## Examination question: what does a crystal feel when one cell vector slides?

In Al2Ru the primitive vector $\mathbf c$ is pushed along the primitive vector $\mathbf a$ by a strain $s$ times the height of the cell. The cell is then held and the atoms relax. The unstrained crystal has space group Fddd; in the strained cells inversion is the only point symmetry left. Stress is positive in compression, so a negative normal stress means that the crystal pulls inward. Write $A$, $B$, $C$ for the conventional edges along $x$, $y$, $z$; the primitive vectors are $\mathbf a=(0,B,C)/2$, $\mathbf b=(A,0,C)/2$ and $\mathbf c=(A,B,0)/2$.

Al2Ru (unstrained: Fddd, conventional a = 4.701, b = 7.975, c = 8.770 Å, 13.70 Å³ per atom) under shear of primitive vector c along a, with the cell held and the atoms relaxed. Ansatz 0.2.0, plane-wave PAW, scalar-relativistic PBEsol, no spin polarisation, 420 eV cutoff, Γ-centred 10×10×10 k mesh, 0.01 eV Gaussian smearing. Stress is positive in compression.

```
strain (%)  energy change (meV/atom)  c over a  stress xx (GPa)  stress yy (GPa)  stress zz (GPa)  stress yz (GPa)  stress xz (GPa)  stress xy (GPa)
        -2                       2.1   0.77380            -0.13             1.61            -1.85             0.07             1.42             1.10
        -1                       0.5   0.77740            -0.07             0.80            -0.94             0.04             0.71             0.55
         0                       0.0   0.78100             0.01             0.01            -0.01             0.00             0.00             0.00
         1                       0.5   0.78460             0.13            -0.74             0.94            -0.05            -0.71            -0.53
         2                       2.1   0.78820             0.29            -1.47             1.90            -0.10            -1.42            -1.05
```

### 1. The conventional edges give $C/A=1.866$. Why does the table print 0.781 for c over a?

**Answer.** The column compares the primitive vectors, whose lengths are half the face diagonals: $\sqrt{A^2+B^2}/\sqrt{B^2+C^2}=0.781$. The angle between $\mathbf c$ and $\mathbf a$ is acute, so pushing $\mathbf c$ along $\mathbf a$ makes it longer. The geometry predicts a gain of 0.0036 for each per cent of strain, and the column shows this step throughout.

**Remark.** This answer decides the rest. The sliding direction is a face diagonal of the conventional cell, so the stresses along $x$, $y$ and $z$ need not look like those of a textbook shear.

### 2. Doubling the strain raises the energy about fourfold. Can the stresses account for its size, and which energy should be trusted more?

**Answer.** At a minimum the linear term vanishes, so for small strains the energy per atom is $E=\tfrac12 VGs^2$. Here $V$ is the volume per atom and $G$ is the stiffness against this particular slide. The slopes of the stresses over the five rows, combined along the sliding direction, give $G$ as about 123 GPa.

At $s=0.02$ the energy density is $\tfrac12\times123\times0.02^2=0.0246$ GPa. Multiplied by 13.70 Å³ and converted to meV, this gives 2.1 meV per atom, as in the table. As printed, the energy at 2 % is the better number: half a unit in its last digit is 2 % of the value, against 10 % for the 0.5 meV at 1 %. The limit is the rounding, not the runs: their unrounded energies are 2.12 and 2.08 meV at −2 and +2 %, and 0.53 and 0.52 meV at −1 and +1 %, all close to the values from the stresses.

**Remark.** The energies did not enter $G$, but stress is the derivative of energy with respect to strain. The agreement therefore shows that the calculation is consistent with itself, not that its stiffness is right for the real crystal.

### 3. The row is called a shear. Why are stress yy and stress zz the largest entries in every strained row?

**Answer.** Each strain component is built from products of two parts, one from the sliding direction $\mathbf u$, which lies along $(0,B,C)$, and one from the normal $\mathbf n$ of the sliding plane, which lies along $(1/A,1/B,-1/C)$. The product for $yy$ contains $B\times1/B$ and that for $zz$ contains $C\times(-1/C)$. At positive strain the crystal is thus stretched along $y$ and squeezed by the same amount along $z$; at negative strain the two change places. Since $\mathbf u$ has no $x$ part, $xx$ stays unstrained.

At 1 % strain the stretch is 0.31 %, whereas the shear angle $xz$ is 0.58 %. The smaller strain can still give the larger stress. In an isotropic solid a stretch paired with an equal squeeze costs $2G$ per unit of strain, and a shear angle costs only $G$. Twice 0.31 is slightly more than 0.58, so the stresses should be close, as yy and xz are.

**Remark.** Two limits fix the idea. With a very short edge $A$, the normal $\mathbf n$ turns towards $x$ and only the shears $xz$ and $xy$ remain. With a very long $A$, the normal has no $x$ part and these two shears vanish. Al2Ru lies between, and the stretch and squeeze store some 43 % of the elastic energy.

### 4. Stress yz stays at or below 0.10 GPa in size. Is the crystal that soft against a $yz$ shear?

**Answer.** No; it is hardly sheared that way. The $yz$ strain is proportional to $C/B-B/C$ and would vanish if the two edges were equal. Here they differ by about a tenth, which leaves a shear of 0.06 % at 1 % strain, roughly a tenth of the $xz$ shear.

In an orthorhombic crystal each shear stress answers, to first order, only its own shear strain. The slope of each shear stress over all five rows, divided by its strain, therefore gives three separate shear constants: about 70 GPa for $yz$, 102 GPa for $xy$ and 123 GPa for $xz$. The $yz$ constant is the lowest, but by less than a factor of two, while the stresses differ by more than a factor of ten.

**Remark.** A small stress is a sign of softness only after division by the strain. The value for $yz$ deserves one digit. It rests on stresses of a few hundredths of a GPa from runs that carry a warning about a loose convergence threshold for stress. A single row would also mislead: the stress is 0.07 GPa at −2 % but −0.10 GPa at +2 %, and only a slope over both signs removes the part that doesn't change sign with the strain.

### 5. How far does the picture of an isotropic solid, such as a block of glass, carry over?

**Answer.** It gives the scale and the signs. A block with a single $G$ of 123 GPa would answer the stretch and squeeze with 245 GPa per unit of strain on both axes. The stresses in the table give 248 GPa along $y$ but 302 GPa along $z$, so the crystal is stiffer along $z$ than along $y$.

That miss along $z$ is the largest in size; for stress xx the picture fails in kind. In the block, the sideways effects of the stretch and of the squeeze on the $x$ axis cancel, and this stress would be zero to first order. In Al2Ru, squeezing $z$ pushes on $x$ more strongly than stretching $y$ relieves it, and a small stress is left over.

**Remark.** $G$ is itself a weighted mean of the crystal's responses, so the block has the right total energy by construction. The test lies in how the stress is shared among the components. Which bonds make $z$ the stiffer axis can't be read from stresses alone.

### 6. The volume was held. What would the crystal do if it could change its volume?

**Answer.** The mean of the three normal stresses is the pressure. It is 0.24 GPa at +2 % and −0.12 GPa at −2 %, so a crystal that kept its sheared shape and could change only its volume would swell in the first case and shrink in the second. Most of this follows the sign of the strain and comes from the unequal axes of question 5: the stiff $z$ axis, squeezed in one case and stretched in the other, supplies about three fifths of it, and the leftover stress xx supplies the rest.

The two pressures don't cancel. Their average, less the tiny pressure of the unstrained cell, is about 0.055 GPa outward. Pressure is the energy released per unit of growth in volume, so this part means that the sheared crystal would store less elastic energy if it were larger. Its stiffness against the slide must fall as it expands, by roughly 3 % for each per cent of volume.

**Remark.** Averaging over both signs removes what is linear in strain and leaves the effect of shearing as such. The isotropic block has only this second part, since it has no stiff axis. The figure of 3 % is rough, because it comes from a small remainder of larger stresses.

### 7. In the same runs the band gap grows from 0.045 eV at −2 % to 0.112 eV at +2 %. Which part of the deformation moves it?

**Answer.** Symmetry points to the stretch along $y$ and the squeeze along $z$. On the sampled mesh the valence band has its top at the zone centre, and the conduction band has its bottom on the $x$ axis of reciprocal space. Reversing one of the shear angles $xy$, $xz$ or $yz$, applied alone, gives the mirror image of the same crystal, and a suitable mirror leaves both points in place. Such a shear and its reverse must then give the same gap, so the shear angles have no linear effect.

The computed gap does change with the sign of the strain, by about 17 meV for each per cent. To first order only the normal strains can do this. The same rule should hold in other non-magnetic orthorhombic crystals, provided that each band edge is a single, non-degenerate state at the zone centre or on one of the axes.

**Remark.** The argument is one of symmetry; no run applied the normal strains alone. The gaps are those on the sampled mesh, so a smaller one between the points may have been missed, a semilocal functional usually makes gaps too small, and spin-orbit coupling, left out of these scalar-relativistic runs, could shift a gap this narrow in a ruthenium compound. The direction of the change is safer than the gap itself.

The output below lists the strain components, the elastic constants and the pressures used in these answers.

Numerical output:

```
c/a of the primitive vectors, unstrained: 0.781
c/a of the conventional cell: 1.866
change of primitive c/a expected per 1 % strain: 0.003595
stretch along y and squeeze along z at 1 % strain, in %: 0.3102
shear xz at 1 % strain, in %: 0.5786
shear xy at 1 % strain, in %: 0.5262
shear yz at 1 % strain, in %: 0.05904
C44 from stress yz, GPa: 72.84
C55 from stress xz, GPa: 122.7
C66 from stress xy, GPa: 102.2
C22 less C23 from stress yy, GPa: 248.3
C33 less C23 from stress zz, GPa: 302.4
C13 less C12 from stress xx, GPa: 33.53
effective modulus G of the whole shear, GPa: 122.6
twice G, the isotropic value for the two normal differences, GPa: 245.2
share of the elastic energy from the normal strains, %: 43.2
Energy from the stresses and mean pressure:
  row  energy from stresses (meV/atom)  energy in table (meV/atom)  mean pressure (GPa)  gap on mesh (eV)
   -2                            2.097                         2.1              -0.1233            0.0452
   -1                           0.5243                         0.5                -0.07            0.0654
    0                                0                           0             0.003333            0.0837
    1                           0.5243                         0.5                 0.11            0.0989
    2                            2.097                         2.1                 0.24             0.112
half a last digit as share of the energy at 1 % strain, %: 10
half a last digit as share of the energy at 2 % strain, %: 2.381
pressure at 2 % strain that is the same for both signs, GPa: 0.055
fall of G in % per 1 % of volume growth, rough: 3.243
mean change of the gap per 1 % strain, meV: 16.71
```
